In a crystal made mostly of heavy p-block elements, the charges of the atoms need not be the whole numbers of simple ions. The sulfur here gains about 0.8 electrons, well short of the two of a sulfide ion, and each antimony gains only 0.1 to 0.2. This problem asks what the other atoms imply for the gallium atom in the same cell. The crystal form may be invented or metastable, so the charges belong to this arrangement of atoms and not to a known material.

Scalar-relativistic r2SCAN calculation with Ansatz 0.2.0 (PAW, plane waves, no spin polarization) for the 7-atom P4mm cell of GaBi2Sb3S at fixed atoms. The wave cutoff is 500 eV, the k mesh 8×8×4 and the Gaussian smearing 0.1 eV. The s and p electrons are Loewdin populations summed by atom, and Bader volumes leave out near-empty space.

| row | bader charge (e) | element | s electrons (e) | p electrons (e) | bader volume (Å³) |
| --- | --- | --- | --- | --- | --- |
| 1 | ? | Ga | ? | ? | ? |
| 2 | -0.125 | Sb | 1.764 | 3.133 | 32.39 |
| 3 | -0.125 | Sb | 1.764 | 3.133 | 32.39 |
| 4 | -0.247 | Sb | 1.810 | 3.299 | 31.62 |
| 5 | 0.646 | Bi | 1.914 | 2.620 | 30.91 |
| 6 | 0.520 | Bi | 1.899 | 2.744 | 28.63 |
| 7 | -0.847 | S | 1.901 | 4.530 | 30.96 |

A Bader charge comes from cutting the electron density into one region per atom, along surfaces that follow its valleys. It is positive when the region holds fewer electrons than the neutral atom. The columns of s and p electrons come from a different count, the Loewdin projection, which assigns electrons to atom-like orbitals. Rows 2 and 3 are copies by symmetry and count as one site.

**(a) What decides the sign and rough size of a site's charge? Apply the idea to gallium, which touches four Sb and one Bi, all at about 3.0 Å.**

*Solution.* Electrons shift towards the atom that attracts them more strongly, and each contact adds its share. Sulfur attracts most strongly and touches only bismuth, so it is the most negative of the known sites and both Bi atoms are positive. Antimony attracts slightly more than bismuth or gallium and ends up weakly negative.

The two Bi sites suggest that the number of sulfur neighbours matters more than the distance of the closest one. Row 5 has four S neighbours at 3.10 Å and a charge of 0.646. Row 6 has a single S neighbour, much closer at 2.68 Å, and a charge of only 0.520. Their other neighbours differ too, so this is a reading of two sites and not a law. The calculation leaves out spin–orbit coupling, which is strong in the 6p shell of bismuth and could shift both charges somewhat.

The simplest formula for this picture makes the charge $q_i$ of atom $i$ proportional to the summed differences in electronegativity $\chi$ over its contacts $j$:

$$q_i = k\sum_j(\chi_j-\chi_i).$$

Rough electronegativities are 1.8 for Ga, 2.0 for Bi, 2.1 for Sb and 2.6 for S. The factor $k$, fitted to the five distinct known sites, is 0.30 electrons. The formula gives the right sign at each of them, but it treats short and long contacts alike and puts the Bi of row 6 too low by 0.22.

For gallium, which took no part in the fit, the sum is $4\times0.3+0.2=1.4$, and the charge is $0.30\times1.4\approx+0.42$. When each fitted site is left out in turn, the typical error is 0.13. Gallium should therefore be positive, but its size is known only roughly.

**(b) Find a sharper forecast for gallium's charge and volume, and estimate its s and p electrons.**

*Solution.* The cell is neutral, and the Bader regions together hold all its electrons. Gallium must therefore carry whatever charge balances the other six atoms:

$$q_\mathrm{Ga}=-(0.646+0.520-0.847-0.247-2\times0.125)=+0.178.$$

This is preferred to the contact estimate because it is an identity and needs no assumption about bonding. The volume follows in the same way. Seven atoms at 30.89 Å³ each fill 216.23 Å³, the other six regions take 186.90 Å³, and 29.33 Å³ remains. This assumes that almost no near-empty space was cut away. It is less certain than the charge sum, because the cell has a gap beside gallium, about 3 Å from the nearest atoms, where the density may be very low.

The orbital count is less certain because a projection loses some electrons. If it lost none, gallium would hold about 3.5 s and p electrons together. If gallium's two kinds of charge were related as they are on the other sites, by a straight line fitted to the same five, it would hold about 2.8. The forecast takes the midpoint. Its division is a chemical guess: a free gallium atom has two 4s electrons and one 4p electron, and bonding promotes part of the s pair into p.

The forecasts are:

- Bader charge: +0.178, range 0.168 to 0.188
- Bader volume: 29.3 Å³, range 29.1 to 29.5 Å³
- s electrons: 1.4, range 1.2 to 1.6
- p electrons: 1.75, range 1.4 to 2.1

**(c) The computed values follow. Which forecasts held, and what does each result teach?**

The withheld rows as computed:

| row | bader charge (e) | element | s electrons (e) | p electrons (e) | bader volume (Å³) |
| --- | --- | --- | --- | --- | --- |
| 1 | 0.177 | Ga | 1.575 | 1.648 | 29.26 |

*Solution.* All four values lie within their ranges. The charge is off by 0.001 electrons and the volume by 0.07 Å³. These two hits show that the regions account for the cell's electrons and almost all of its volume; they do not test any idea about bonding.

The contact formula does test such an idea, and it misses. It has the right sign, but its +0.42 is more than twice the computed 0.177. Part of the excess lies in the square net of antimony below gallium, which gains less charge than the formula assigns to it. The rest lies on the other side. The formula lets gallium lose electrons to bismuth, yet the four atoms of rows 4 to 7 together carry +0.072, so that part of the cell has lost electrons overall. Rough electronegativities are a fair guide to signs here, but a poor one to amounts when the elements attract electrons almost equally.

The s and p forecasts held less comfortably. The s count of 1.575 is close to the top of its range, and the p count of 1.648 is about 0.1 below its forecast. Gallium thus keeps more of its s pair than was guessed.

The larger lesson is in their sum. Gallium holds $1.575+1.648=3.223$ s and p electrons, more than the three of the neutral atom. The orbital count therefore makes gallium negative by about 0.2, while the Bader count makes it positive by about 0.2. The straight line from the other sites failed for this reason, by 0.41 electrons.

Both counts describe the same electrons, but they divide them differently. Gallium's outer orbitals are wide and reach into the space of its neighbours. The projection can credit gallium with electrons found there, whereas the Bader cut gives them to the neighbour. The antimony of the square net, which touches gallium, shows the opposite disagreement: it is positive in the orbital count and negative in the Bader count. That fits this explanation but is weak support for it, because the projection also loses about 0.27 electrons over the whole cell, which makes atoms look more positive. The explanation is argued here and not tested separately. When atoms differ by only a few tenths of an electron, even the sign of a charge can depend on how it is counted, and neither number is an oxidation state.

The output below lists both fits and the forecasts beside the computed values.

Numerical output:

```
Ga Bader charge forecast from neutrality (e, error bar 0.01): 0.178
Ga Bader charge computed (e): 0.177
Ga Bader charge, forecast less computed (e): 0.001
Ga Bader volume forecast from the cell volume (A^3, error bar 0.2): 29.33
Ga Bader volume computed (A^3): 29.26
Ga Bader volume, forecast less computed (A^3): 0.07
fit of site_bader_charge on 5 rows ((idx < 3) | (idx > 3)): coefficient of pull 0.2984 +/- 0.032; rms 0.114, worst 6 -0.222, leave-one-out rms 0.13
  rows outside the fit (model, value, miss): 1 0.4178, 0.177, 0.241; 3 -0.1791, -0.125, -0.0541
fit of net on 5 rows ((idx < 3) | (idx > 3)): constant 0.08343 +/- 0.029, coefficient of qx 0.5873 +/- 0.052; rms 0.0494, worst 2 -0.093, leave-one-out rms 0.068
  rows outside the fit (model, value, miss): 1 0.188, -0.223, 0.411; 3 0.01002, 0.103, -0.093
Ga s+p electrons translated from the Bader charge: 2.812
Ga s+p electrons, upper limit if projection lost none: 3.489
Ga p electrons forecast, midpoint less 1.4 s electrons (range 1.4 to 2.1): 1.751
Ga s electrons computed (forecast 1.4, range 1.2 to 1.6): 1.575
Ga p electrons computed: 1.648
s+p electrons of the whole cell lost in projection: 0.266
charge of the Bi2SbS part, rows 4 to 7 (e): 0.072
Bi row 5 less Bi row 6, Bader charge (e): 0.126
Sb row 4 less Sb row 2, Bader charge (e): -0.122
distance Bi row 5 to S (A): 3.1
distance Bi row 6 to Sb row 4 (A): 3.132
```
